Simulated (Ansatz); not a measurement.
# Sb: energy above lowest point against volume scale

Free energy against uniform scaling of the volume at fixed shape and fractions; periodic cell, basis, potentials, k mesh and filling as listed. The results are calculated, by Ansatz 0.2.0.

The cell before it is scaled or strained (space group R-3m, No. 166):
```
cell vectors (Å)
   2.1542     1.2437     3.7580
  -2.1542     1.2437     3.7580
   0.0000    -2.4875     3.7580
atoms (fractions of the cell vectors)
Sb  0.23349  0.23349  0.23349
Sb  0.76651  0.76651  0.76651
```

Settings of every row: functional PBEsol; dispersion none; potentials all-electron LAPW; k mesh 8x8x8; k shift 0x0x0; occupations cold; smearing width 0.1 eV; spin none.

Limits: coarse k mesh, up to 40 meV an atom off.

```csv
row,volume scale,V (Å³/atom),energy above lowest point (meV/atom)
1,0.92,27.789,40.9
2,0.96,28.998,?
3,1,30.206,0
4,1.04,31.414,7.8
5,1.08,32.622,29.6
```

Question: what energy above lowest point should row 2 give?

Worked fit of energy above lowest point. Take u = (V_r/V)^(2/3) − 1 with V_r = 30.81 Å³ an atom, which is twice the finite (Eulerian) strain; such expansions in the strain, on which the Birch-Murnaghan equation of state is built, carry the rest volume and the bulk modulus. The shown rows have u = 0.07122, 0.01329, -0.01286, -0.03738. Least squares give energy above lowest point = 1.92 − 297.8 × u + 11865 × u² meV/atom; a straight line predicts inner rows, each left out in turn, worse (root mean square 21 against 0.17 meV/atom). The rows lie off it by 0.0, -0.1, 0.1, 0.0. Its lowest point lies at u = 0.0125, or V = 30.24 Å³ an atom, and the curvature there gives the bulk modulus at fixed shape and fractions, B = (4/9)(1 + u)² E″(u)/V = 57.3 GPa. Letting shape and atoms relax would as a rule lower it, by much in layered, chain or molecular crystals. The withheld row has u = 0.04124, so the fit gives 1.92 − 297.8 × (0.04124) + 11865 × (0.04124)² = 9.8 meV/atom.

The calculation gave 9.5 meV/atom. The fit lies 0.3 meV/atom (3.2 % of the value, 0.73 % of the column's range) above it; its largest miss of a shown row is 0.1 meV/atom.
